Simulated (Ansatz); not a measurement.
Ligand exchange: C4H4BrN + SiH3(CH3) → C4H5N + SiH2(CH3)Br

Species: C4H4BrN `Brc1ccc[nH]1`, singlet; SiH3(CH3) (methylsilane), singlet; C4H5N (pyrrole) `c1cc[nH]c1`, singlet; SiH2(CH3)Br, singlet. The partners trade Br for H: C–Br and Si–H bonds give way to C–H and Si–Br.

Shapes, held fixed at every level: PBE0-D4/def2-TZVP. Programs: Ansatz 0.2.0. The zero-point and thermal change to 298 K, harmonic and unscaled (PBE0-D4/def2-TZVP), is +8.9 kJ/mol.

```
               level                   kind  ΔH(298 K) (kJ/mol)  less CCSD(T)/def2-TZVPP
   PBE-D4/def2-TZVPP                    GGA              -140.5                     +2.9
r2SCAN-D4/def2-TZVPP               meta-GGA              -149.7                     -6.3
 B3LYP-D4/def2-TZVPP          global hybrid              -144.9                     -1.5
    CCSD(T)/def2-SVP  coupled cluster or CI              -139.9                     +3.5
       CCSD/def2-SVP  coupled cluster or CI              -143.8                     -0.4
     CCSD/def2-TZVPP  coupled cluster or CI              -147.1                     -3.7
  CCSD(T)/def2-TZVPP  coupled cluster or CI              -143.4                      0.0
```

The highest level, CCSD(T)/def2-TZVPP, gives ΔH(298 K) = -143.4 kJ/mol; the levels span -149.7 to -139.9. The column of differences is taken from that level and isn't an error. No measured value is set beside it here. Relativity is left out for Br. Outer-core shells of Br are correlated in most correlated rows, in sets that cover them unevenly.

Every level makes the exchange strongly exothermic, with bromine favouring silicon and hydrogen favouring carbon. The direction fits the usual bond strengths: hydrogen binds more strongly to the ring's sp2 carbon than to silicon, and Si–Br is a strong, polar bond. The positive vibrational term fits the replacement of a soft Si–H stretch by a stiffer C–H one, and offsets only a small part of the electronic driving force.

Within the coupled-cluster rows, perturbative triples make the reaction less exothermic by nearly the same amount in both basis sets, whereas the larger basis makes it more exothermic. The near agreement of CCSD/def2-SVP with the highest level is therefore a cancellation of two opposing shifts, not a sign of convergence. The density functionals fall on both sides of that level, but none changes the chemical conclusion. The basis-set shift is large enough that the last few kJ/mol remain unsettled.
